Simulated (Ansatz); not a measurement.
A series in volume scale on Li3Rh

All results are calculated (Ansatz 0.2.0). Free energy against uniform scaling of the volume at fixed shape and fractions; periodic cell, basis, potentials, k mesh and filling as listed.

The cell before it is scaled or strained (space group Fm-3m, No. 225):
```
CELL_PARAMETERS angstrom
0.00000 2.98140 2.98140
2.98140 0.00000 2.98140
2.98140 2.98140 0.00000
ATOMIC_POSITIONS crystal
Li 0.25000 0.25000 0.25000
Li 0.75000 0.75000 0.75000
Li 0.50000 0.50000 0.50000
Rh 0.00000 0.00000 0.00000
```

Settings of every row: functional PBEsol; dispersion D3(BJ); potentials PAW; wave cutoff 500 eV; density cutoff 2000 eV; k mesh 7x7x7; k shift 0x0x0; occupations fermi dirac; smearing width 0.05 eV; spin none.

Limits: coarse k mesh, up to 40 meV an atom off; the cell comes from a prototype or a list of computed structures and needn't be the stable phase.

```csv
row,volume scale,V (Å³/atom),energy above lowest point (meV/atom)
1,0.9,11.925,?
2,0.925,12.257,0
3,0.95,12.588,2.6
4,0.975,12.919,7.7
5,1,13.25,15.1
6,1.025,13.582,24.3
7,1.05,13.913,35.3
8,1.075,14.244,47.8
9,1.1,14.575,61.6
```

Question: what energy above lowest point should row 1 give?

Worked fit of energy above lowest point. Take u = (V_r/V)^(2/3) − 1 with V_r = 13.416 Å³ an atom, which is twice the finite (Eulerian) strain; such expansions in the strain, on which the Birch-Murnaghan equation of state is built, carry the rest volume and the bulk modulus. The shown rows have u = 0.06208, 0.04338, 0.02549, 0.00833, -0.00816, -0.02396, -0.03914, -0.05374. Least squares give energy above lowest point = 19.46 − 565.3 × u + 4061 × u² meV/atom; a straight line predicts inner rows, each left out in turn, worse (root mean square 4.5 against 0.05 meV/atom). The rows lie off it by 0.0, 0.0, 0.0, 0.1, 0.0, 0.0, 0.0, 0.0. The withheld row has u = 0.08171, so the fit gives 19.46 − 565.3 × (0.08171) + 4061 × (0.08171)² = 0.4 meV/atom.

The calculation gave 0.3 meV/atom. The fit lies 0.1 meV/atom (33 % of the value, 0.16 % of the column's range) above it, one unit of the last digit. This row lies beyond the range of the fit.
